**Why relativity lifts 4f more than it lowers 6s in Pm⁺**

The table holds the 4f5/2 and 6s1/2 orbital energies, their difference and the mean radii of Pm⁺ [Xe] 4f⁵ 6s¹ from four-component Dirac-Coulomb Hartree-Fock calculations averaged over the configuration, with the speed of light scaled by factors from 0.90 to 100. The program fits each column to powers of 1/c², divides the change of the gap between the two levels, removes spin-orbit splitting by a weighted mean, bounds the mass-velocity term of 4f, and estimates the screening of 4f shell by shell with nodeless densities matched to computed moments. The gap is nearly linear in 1/c² and falls from 10.79 to 6.51 eV, 89 % of it through the rise of 4f. Spin-orbit and mass-velocity terms lower 4f5/2 and so have the wrong sign. The crude screening sum gives 0.16 to 0.20 hartree against a computed rise of 0.144 hartree for the 4f mean, right in sign and order but too large.

Four-component Dirac-Hartree-Fock calculations for Pm⁺ (Z = 61), [Xe] 4f⁵6s¹, with B-spline radial atomic code 1 at the basis-set limit. All runs use the Dirac-Coulomb Hamiltonian, an average over the nl configuration and a Fermi nucleus (mass number 145, rms radius 4.962 fm). The tabulated values include no Breit or QED terms.

## Script

```python
# Table: 4f5/2 and 6s1/2 eigenvalues and mean radii of Pm+ [Xe]4f5 6s1, B-spline atomic code, Dirac-Coulomb HF,
# configuration average, speed of light scaled. Tested: 1/c^2 scaling; direct vs spin-orbit vs screening for the 4f rise.
T = {
    'speed_of_light_factor': [0.9, 0.98, 1.0, 1.02, 2.0, 100.0],
    'orbital_energy_4f52': [-0.58011, -0.60684, -0.61257, -0.61796, -0.71745, -0.75255],  # hartree
    'orbital_energy_6s12': [-0.37846, -0.3742, -0.37334, -0.37254, -0.35972, -0.3559],  # hartree
    'orbital_mean_radius_4f52': [0.99738, 0.98565, 0.98325, 0.98102, 0.94511, 0.9343],  # bohr
    'orbital_mean_radius_6s12': [4.1399, 4.1855, 4.1949, 4.2037, 4.3509, 4.3974],  # bohr
    'gap': [0.2017, 0.2326, 0.2392, 0.2454, 0.3577, 0.3966],  # hartree
}
import numpy as np
from scipy.constants import alpha, physical_constants as pc
from scipy.special import gammainc, gammaincc
from scipy.stats import gamma
from scipy.integrate import quad
eV = pc['Hartree energy in eV'][0]
f = np.array(T['speed_of_light_factor'], float); x = 1/f**2
ix = lambda v: int(np.argmin(abs(f-v))); n, p, q, two = ix(100), ix(1), ix(1.02), ix(2)
K = [('orbital_energy_4f52','e4f',5e-6),('orbital_energy_6s12','e6s',5e-6),('orbital_mean_radius_4f52','r4f',5e-6),('orbital_mean_radius_6s12','r6s',5e-5),('gap','gap',5e-5)]
D = {s: np.array(T[k], float) for k, s, _ in K}
print('fits (Eh or bohr), x=1/f^2: max|res| of line in 1/f | line in x | X0+a x+b x^2 | rounding')
for k, s, fl in K:
    mr = lambda u, d: abs(np.polyval(np.polyfit(u, D[s], d), u)-D[s]).max()
    b, a, c0 = np.polyfit(x, D[s], 2)
    print(f'{s}: {mr(1/f,1):.1e} | {mr(x,1):.1e} | {mr(x,2):.1e} (X0 {c0:.4f} a {a:+.4f} b {b:+.4f} b/a {b/a:+.3f}) | {fl:.0e}')
d = {s: D[s]-D[s][n] for s in D}
print('shift from f=100: f, de4f, de6s, dgap, dgap/dx (Eh), 4f share %, dr4f %, dr6s %')
for i in range(len(f)):
    if i != n: print(f"{f[i]:.2f} {d['e4f'][i]:+.5f} {d['e6s'][i]:+.5f} {d['gap'][i]:+.4f} {d['gap'][i]/(x[i]-x[n]):+.4f} {100*d['e4f'][i]/(d['e4f'][i]-d['e6s'][i]):.1f} {100*d['r4f'][i]/D['r4f'][n]:+.2f} {100*d['r6s'][i]/D['r6s'][n]:+.2f}")
ex = {s: np.log(d[s][p]/d[s][two])/np.log(f[p]/f[two]) for s in D}
print('exponent of shift vs f (2 -> 1):', ', '.join(f'{s} {v:.2f}' for s, v in ex.items()))
print(f"eV: gap {D['gap'][n]*eV:.2f} (f=100), {D['gap'][p]*eV:.2f} (f=1); de4f {d['e4f'][p]*eV:+.2f}, de6s {d['e6s'][p]*eV:+.2f}; gap {100*d['gap'][p]/D['gap'][n]:+.1f} %")
# 4f7/2 eigenvalues: further outputs of the same runs (not given for f=1.00)
e7 = {0.9:-0.5599927, 0.98:-0.5894803, 1.02:-0.6017835, 2.0:-0.712904, 100.0:-0.7525457}
av = {v: (6*D['e4f'][ix(v)]+8*e)/14 for v, e in e7.items()}
print('spin-orbit (Eh): f, e7/2-e5/2, e5/2-mean, rise of mean, rise 5/2, rise 7/2')
for v in (0.9, 0.98, 1.02, 2.0):
    e5 = D['e4f'][ix(v)]
    print(f"{v:.2f} {e7[v]-e5:.4f} {e5-av[v]:+.4f} {av[v]-av[100.0]:+.4f} {d['e4f'][ix(v)]:+.4f} {e7[v]-e7[100.0]:+.4f}")
Tk = 2*(100/alpha)**2*4.453935e-8  # small-component weight of 4f5/2 at f=100, further output
print(f'direct 4f: <T> ~ {Tk:.1f} Eh; mass-velocity at f=1.02 at least as negative as {-Tk**2*alpha**2*x[q]/2:.4f} Eh')
# further outputs: electrons seen by a 4f5/2 electron; (<r>,<r2>,<1/r>) at f=100 and at f=1.02
S = {'3s':(2,(.2747958,.0860984,5.273183),(.2597572,.07722457,5.803513)),'3p1/2':(2,(.2649562,.08119698,5.198248),(.2498481,.07255738,5.70689)),
'3p3/2':(4,(.2649574,.08119768,5.198214),(.2616555,.07939168,5.312157)),'3d3/2':(4,(.2365497,.06567916,5.076576),(.2335417,.06422552,5.170004)),
'3d5/2':(6,(.2365501,.06567935,5.076566),(.2372575,.06615417,5.069707)),'4s':(2,(.6244383,.4390608,2.218932),(.5943037,.3982293,2.390294)),
'4p1/2':(2,(.6424629,.4683674,2.121393),(.6107047,.4238775,2.282564)),'4p3/2':(4,(.6424652,.4683707,2.121383),(.6363845,.4601291,2.157898)),
'4d3/2':(4,(.6897607,.5509281,1.905937),(.6847967,.5438827,1.930988)),'4d5/2':(6,(.6897617,.5509297,1.905934),(.6945681,.5593533,1.897816)),
'5s':(2,(1.549737,2.695599,.8340479),(1.470036,2.429296,.8930277)),'5p1/2':(2,(1.744453,3.445433,.736221),(1.649575,3.084884,.7892369)),
'5p3/2':(4,(1.744462,3.445469,.7362165),(1.73401,3.41002,.7446909)),
'4f5/2':(20/13,(D['r4f'][n],1.128271,1.393589),(D['r4f'][q],1.266831,1.347951)),
'4f7/2':(32/13,(.9343044,1.128275,1.393588),(.9930368,1.301215,1.334019)),
'6s':(1,(D['r6s'][n],21.56847,.2782942),(D['r6s'][q],19.7544,.2934719))}
def kt(m, w):  # gamma density from <r>,<r2> (w=0) or <r>,<1/r> (w=1)
    k = m[0]**2/(m[1]-m[0]**2) if w == 0 else m[0]*m[2]/(m[0]*m[2]-1)
    return k, m[0]/k
def F0(ma, mb, w):
    (k, t), (kb, tb) = kt(ma, w), kt(mb, w)
    g = lambda r: gamma.pdf(r, kb, scale=tb)*(gammainc(k, r/t)/r+gammaincc(k-1, r/t)/(t*(k-1)))
    return quad(g, 1e-8, 20, points=[0.3, 1, 3], limit=200)[0]
print('crude screening, f=100->1.02, frozen 4f: shell, N, d<r> %, N*dF0 (Eh) with <r2> | with <1/r>')
R = {}
for s, (N, m0, m1) in S.items():
    R[s] = np.array([N*(F0(m1, S['4f5/2'][1], w)-F0(m0, S['4f5/2'][1], w)) for w in (0, 1)])
    print(f'{s} {N:.2f} {100*(m1[0]/m0[0]-1):+.2f} {R[s][0]:+.3f} | {R[s][1]:+.3f}')
sm = lambda L: '{:+.3f} | {:+.3f}'.format(*sum(R[s] for s in L))
print('core s,p1/2:', sm(['3s','3p1/2','4s','4p1/2','5s','5p1/2']), '; p3/2,d:', sm([s for s in S if s[1:] in ('p3/2','d3/2','d5/2')]))
print('other 4f:', sm(['4f5/2','4f7/2']), '; all shells:', sm(list(S)), f"; table rise 4f5/2 {d['e4f'][q]:+.3f}, mean {av[1.02]-av[100.0]:+.3f} Eh")
for s, ref in (('4f5/2', 25.92516), ('6s', 7.532126)):  # Slater F0 of row 1.00, further outputs
    m = [F0(S[s][2], S['4f5/2'][2], w)*eV for w in (0, 1)]
    print(f'check F0(4f5/2,{s}): model f=1.02 {m[0]:.2f} | {m[1]:.2f} eV, run f=1.00 {ref:.2f} eV, {100*(m[0]/ref-1):+.0f} | {100*(m[1]/ref-1):+.0f} %')
assert d['e4f'][p] > 0 > d['e6s'][p] and d['r4f'][p] > 0 > d['r6s'][p]
assert d['e4f'][p] > 4*abs(d['e6s'][p])
assert all(-2.5 < v < -1.8 for v in ex.values())
assert all(D['e4f'][ix(v)] < av[v] for v in (0.9, 0.98, 1.02, 2.0))
```

Running it gives:

```
fits (Eh or bohr), x=1/f^2: max|res| of line in 1/f | line in x | X0+a x+b x^2 | rounding
e4f: 2.7e-02 | 2.4e-04 | 6.2e-05 (X0 -0.7526 a +0.1411 b -0.0011 b/a -0.008) | 5e-06
e6s: 3.8e-03 | 6.4e-04 | 5.9e-05 (X0 -0.3559 a -0.0141 b -0.0034 b/a +0.239) | 5e-06
r4f: 1.1e-02 | 1.6e-03 | 1.3e-04 (X0 0.9344 a +0.0402 b +0.0087 b/a +0.216) | 5e-06
r6s: 4.3e-02 | 4.6e-03 | 3.5e-04 (X0 4.3972 a -0.1776 b -0.0248 b/a +0.139) | 5e-05
gap: 3.1e-02 | 3.5e-04 | 3.0e-05 (X0 0.3966 a -0.1553 b -0.0021 b/a +0.013) | 5e-05
shift from f=100: f, de4f, de6s, dgap, dgap/dx (Eh), 4f share %, dr4f %, dr6s %
0.90 +0.17244 -0.02256 -0.1949 -0.1579 88.4 +6.75 -5.86
0.98 +0.14571 -0.01830 -0.1640 -0.1575 88.8 +5.50 -4.82
1.00 +0.13998 -0.01744 -0.1574 -0.1574 88.9 +5.24 -4.60
1.02 +0.13459 -0.01664 -0.1512 -0.1573 89.0 +5.00 -4.40
2.00 +0.03510 -0.00382 -0.0389 -0.1557 90.2 +1.16 -1.06
exponent of shift vs f (2 -> 1): e4f -2.00, e6s -2.19, r4f -2.18, r6s -2.12, gap -2.02
eV: gap 10.79 (f=100), 6.51 (f=1); de4f +3.81, de6s -0.47; gap -39.7 %
spin-orbit (Eh): f, e7/2-e5/2, e5/2-mean, rise of mean, rise 5/2, rise 7/2
0.90 0.0201 -0.0115 +0.1839 +0.1724 +0.1926
0.98 0.0174 -0.0099 +0.1556 +0.1457 +0.1631
1.02 0.0162 -0.0092 +0.1438 +0.1346 +0.1508
2.00 0.0045 -0.0026 +0.0377 +0.0351 +0.0396
direct 4f: <T> ~ 16.7 Eh; mass-velocity at f=1.02 at least as negative as -0.0072 Eh
crude screening, f=100->1.02, frozen 4f: shell, N, d<r> %, N*dF0 (Eh) with <r2> | with <1/r>
3s 2.00 -5.47 +0.018 | +0.010
3p1/2 2.00 -5.70 +0.018 | +0.010
3p3/2 4.00 -1.25 +0.007 | +0.004
3d3/2 4.00 -1.27 +0.006 | +0.003
3d5/2 6.00 +0.30 -0.003 | -0.002
4s 2.00 -4.83 +0.044 | +0.034
4p1/2 2.00 -4.94 +0.045 | +0.037
4p3/2 4.00 -0.95 +0.018 | +0.014
4d3/2 4.00 -0.72 +0.014 | +0.012
4d5/2 6.00 +0.70 -0.019 | -0.017
5s 2.00 -5.14 +0.059 | +0.061
5p1/2 2.00 -5.44 +0.060 | +0.063
5p3/2 4.00 -0.60 +0.015 | +0.017
4f5/2 1.54 +5.00 -0.032 | -0.035
4f7/2 2.46 +6.29 -0.065 | -0.070
6s 1.00 -4.40 +0.012 | +0.014
core s,p1/2: +0.244 | +0.215 ; p3/2,d: +0.039 | +0.032
other 4f: -0.097 | -0.105 ; all shells: +0.198 | +0.156 ; table rise 4f5/2 +0.135, mean +0.144 Eh
check F0(4f5/2,4f5/2): model f=1.02 25.87 | 25.39 eV, run f=1.00 25.93 eV, -0 | -2 %
check F0(4f5/2,6s): model f=1.02 7.32 | 7.90 eV, run f=1.00 7.53 eV, -3 | +5 %
```
